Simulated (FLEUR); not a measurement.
# Spin moment, magnetic energy and parallel–antiparallel balance of hcp Co against cell volume (PBE, all-electron FLAPW)

Cobalt layers in magnetic stacks are rarely free of strain, and a designer needs to know whether a change of volume alters the moment, the stability of the magnetism, or both. We follow hcp Co from relative volume 0.88 to 1.12, where 1.00 is the measured cell and all lengths scale alike, so the results describe uniform compression and expansion and not the in-plane strain of a film on a substrate. The moment is the spin part only. The magnetic energy is that of the parallel order less that of the run without spin polarisation, so a more negative value means a larger gain from magnetism. The balance between orders is antiparallel less parallel, per atom, and a positive value favours parallel spins.

## Systems and settings

Co (hcp): the measured cell (COD); 2 atoms in the primitive cell, fractional positions held. First order: parallel (++); second order: antiparallel (+-). FLEUR MaX-R8.1, all-electron FLAPW in bulk geometry, scalar-relativistic valence, PBE, basis cutoff 3.73 1/bohr, density cutoff 11.2 1/bohr, Fermi-Dirac smearing of 0.05 eV, muffin-tin radii Co 2.20 bohr. Local moments are those inside the muffin-tin spheres. Collinear spins without spin-orbit coupling, 14x14x8 k-points for the first order in every row. Left out of the table: volume 0.94, antiferro +-, volume 0.91, antiferro +-, volume 0.88, antiferro +- (the order lost its pattern). The same in all rows: Kohn-Sham band gap of the first order on its k-point mesh; set to zero under 0.1 eV or twice the smearing width (level spacings that a finite mesh gives in a metal), blank from there to 0.3 eV, where the mesh cannot tell: 0.00 eV.

Notes on method and selection:

- Each run ends in the state reached from its typed start, which may not be the lowest.
- The spheres keep their radius, so sphere moments at unlike sizes cover unlike shares of space.
- The two orders are a test pair; neither need be the ground order.
- A blank cell means that the quantity does not apply to the row, or that its run was not made or gave no value that passed the checks named.
- Runs that did not converge, have known faults or may not be shown are not listed, and runs on Ansatz's PAW sets soft_1 and soft_2 are kept to separate tables.

Columns:

- relative volume: volume of the cell over its starting value, all lengths scaled alike.
- largest local moment (μB): largest spin moment inside a sphere, first order.
- net moment (μB/cell): net spin moment of the whole primitive cell, first order.
- magnetic energy (meV/cell): free energy of the first order less the run without spin polarisation, per primitive cell.
- second less first (meV): free energy of the second order less the first, per magnetic atom, where the second keeps its moments.
- energy of strained cell (meV/cell): free energy of the strained cell in the first order above its lowest row, per primitive cell; its curvature gives the bulk modulus (equation of state).

## Data

| member | relative volume | largest local moment (μB) | net moment (μB/cell) | magnetic energy (meV/cell) | second less first (meV) | energy of strained cell (meV/cell) |
| --- | --- | --- | --- | --- | --- | --- |
| relative volume 0.88 | 0.88 | 1.571 | 3.031 | −297.3 | – | 196.1 |
| relative volume 0.91 | 0.91 | 1.584 | 3.044 | −347.2 | – | 89.2 |
| relative volume 0.94 | 0.94 | 1.603 | 3.072 | −394.8 | – | 25.6 |
| relative volume 0.97 | 0.97 | 1.639 | 3.133 | −440.8 | 216.6 | 0.0 |
| relative volume 1 | 1.00 | 1.687 | 3.221 | −486.2 | 229.5 | 1.6 |
| relative volume 1.03 | 1.03 | 1.736 | 3.312 | −531.9 | 239.6 | 28.7 |
| relative volume 1.06 | 1.06 | ? | ? | ? | ? | ? |
| relative volume 1.09 | 1.09 | 1.798 | 3.423 | −620.1 | 251.9 | 139.4 |
| relative volume 1.12 | 1.12 | 1.821 | 3.463 | −661.8 | 254.9 | 219.6 |

Cells marked ? are withheld until the estimate has been made.

## Interpretation

Expansion raises the moment modestly and the magnetic energy strongly. From volume 0.88 to 1.12 the net moment grows by a factor 3.463 / 3.031 = 1.14, while the energy gained from magnetism grows by 661.8 / 297.3 = 2.23. The rise in moment is not an effect of the fixed spheres, since the net moment of the whole cell rises too.

The main reason is most likely the width of the d band, which the table does not show directly. Overlap between d orbitals on neighbouring atoms falls steeply with distance, and in the usual estimate the width goes as V^(−5/3), which gives (1.12 / 0.88)^(−5/3) = 0.67 over this range. In a narrower band it costs less kinetic energy to move electrons from minority to majority states, so a similar moment brings a larger net gain. The moment itself has less room to grow, because the majority d states of Co are already nearly full. A small shift of electrons from d to sp states on expansion would open more minority d holes and raise it slowly; the columns do not show this shift directly.

The magnetic energy changes almost evenly, by (−661.8 + 297.3) / 24 = −15.2 meV per cell for each percent of volume. Magnetism therefore pushes the lattice outward.

Parallel order is favoured wherever both orders survive, by 216.6 meV per atom at volume 0.97 and 254.9 meV at 1.12. This difference should not be read as a pure exchange coupling between fixed moments. At 0.97 the parallel order gains 440.8 / 2 = 220.4 meV per atom over the non-magnetic state, so the antiparallel order gains only 220.4 − 216.6 = 3.8 meV. At 1.12 it gains 661.8 / 2 − 254.9 = 76.0 meV. The antiparallel moments, computed though not tabled, shrink much faster under compression than the parallel ones, and from 0.94 downward that order no longer holds its pattern. Near the measured volume, the energy difference is thus almost as large as the whole magnetic energy, and it includes the shrinking of the moments as well as their reversal.

## Predicting the missing value

Plain estimates from the members shown:

- relative volume 1.06, straight-line interpolation between relative volume 1.03 and relative volume 1.09: w = (1.06 − 1.03) / (1.09 − 1.03) = 0.500, so 1.736 + 0.500 × (1.798 − 1.736) = 1.767 μB

The missing sphere moment at volume 1.06 lies between close neighbours, so interpolation is the natural route. The straight line gives 1.767 μB, but it ignores the flattening of the curve: the moment rises by 0.049 μB from 1.00 to 1.03 and by only 0.023 μB from 1.09 to 1.12. Where a curve flattens in this way, its middle lies above the chord.

We therefore pass a cubic through the two nearest rows on each side. For equal spacing its central value is four times the sum of the inner pair, less the sum of the outer pair, divided by six:

(4 × (1.736 + 1.798) − (1.687 + 1.821)) / 6 = 1.771 μB.

The same formula can be tried on two shown rows. At 0.97 it gives (4 × (1.603 + 1.687) − (1.584 + 1.736)) / 6 = 1.640 against 1.639 μB, and at 0.94 it gives (4 × (1.584 + 1.639) − (1.571 + 1.687)) / 6 = 1.606 against 1.603 μB. The straight line between nearest neighbours misses these rows by 0.006 and 0.009 μB, so the cubic is clearly the better choice.

Two trials are few, and both lie where the curve bends the other way. We therefore take the larger miss, 0.003 μB, as the standard deviation.

**Committed estimate, relative volume 1.06: largest local moment = 1.771 ± 0.003 μB.**

## The answer

| member | relative volume | largest local moment (μB) | net moment (μB/cell) | magnetic energy (meV/cell) | second less first (meV) | energy of strained cell (meV/cell) |
| --- | --- | --- | --- | --- | --- | --- |
| relative volume 1.06 | 1.06 | 1.772 | 3.379 | −576.5 | 246.9 | 75.3 |

| member | estimate | largest local moment (μB) | computed | estimate − computed | miss in error bars |
| --- | --- | --- | --- | --- | --- |
| relative volume 1.06 | committed | 1.771 | 1.772 | −0.001 | 0.3 |
| relative volume 1.06 | interpolation | 1.767 | 1.772 | −0.005 |  |

The estimate of 1.771 μB lies 0.001 μB below the computed 1.772 μB, well inside its error bar of 0.003 μB. The straight line was 0.005 μB too low. The argument from curvature held: the moment is still flattening at this volume, so the middle of the interval lies above the chord.

This success tests the smoothness of the curve, not the cause we gave for it. The energies in the new row bear on a separate point, the weakness of the antiparallel order. At volume 1.06 the antiparallel order gains 576.5 / 2 − 246.9 = 41 meV per atom over the non-magnetic state, between 26 meV at 1.03 and 58 meV at 1.09. That fits our reading that the antiparallel order gains little energy near the measured volume and steadily more as the cell expands.

## Departures from the trend

No single row breaks away, but the moment does not follow a straight line. A least-squares line through all nine rows, with a slope of roughly 1.2 μB per unit of relative volume, leaves the largest departures at 0.88 (about +0.019 μB) and 0.94 (about −0.018 μB). Both come from an S-shaped curve: the moment rises by 0.013 μB from 0.88 to 0.91, by 0.049 μB from 1.00 to 1.03, and by 0.023 μB from 1.09 to 1.12.

The fixed spheres are not the cause, because the net moment of the cell has the same shape, with rises of 0.013, 0.091 and 0.040 μB over the same three steps. Steady band narrowing and a nearly full majority d band do not by themselves explain why the rise is steepest near the measured volume. One possibility is a peak or edge in the density of states that moves past the Fermi level there, which a density of states at several volumes would show.

The sharper break is in the antiparallel order, which loses its pattern at 0.94 and below. Its gain of only 3.8 meV per atom at 0.97 shows how little energy held it in place just before that.

## What to take away

Between volumes 0.88 and 1.12, expansion raises the spin moment and strengthens the magnetism. For a row with two evenly spaced neighbours on each side, the cubic formula recovers the sphere moment to within 0.003 μB in all five possible trials.

For a device, magnetisation matters more than moment per cell. Dividing net moment by relative volume gives, in μB per volume of the measured cell, 3.133 / 0.97 = 3.230 at 0.97 and 3.312 / 1.03 = 3.216 at 1.03, a fall of only 0.4 % for 6 % more volume. Near the measured cell, the larger moment almost cancels the dilution.

These are spin moments only. Spin–orbit coupling, left out here, would add a smaller orbital moment parallel to the spin moment, so a measured total magnetisation should not be compared directly with these values.
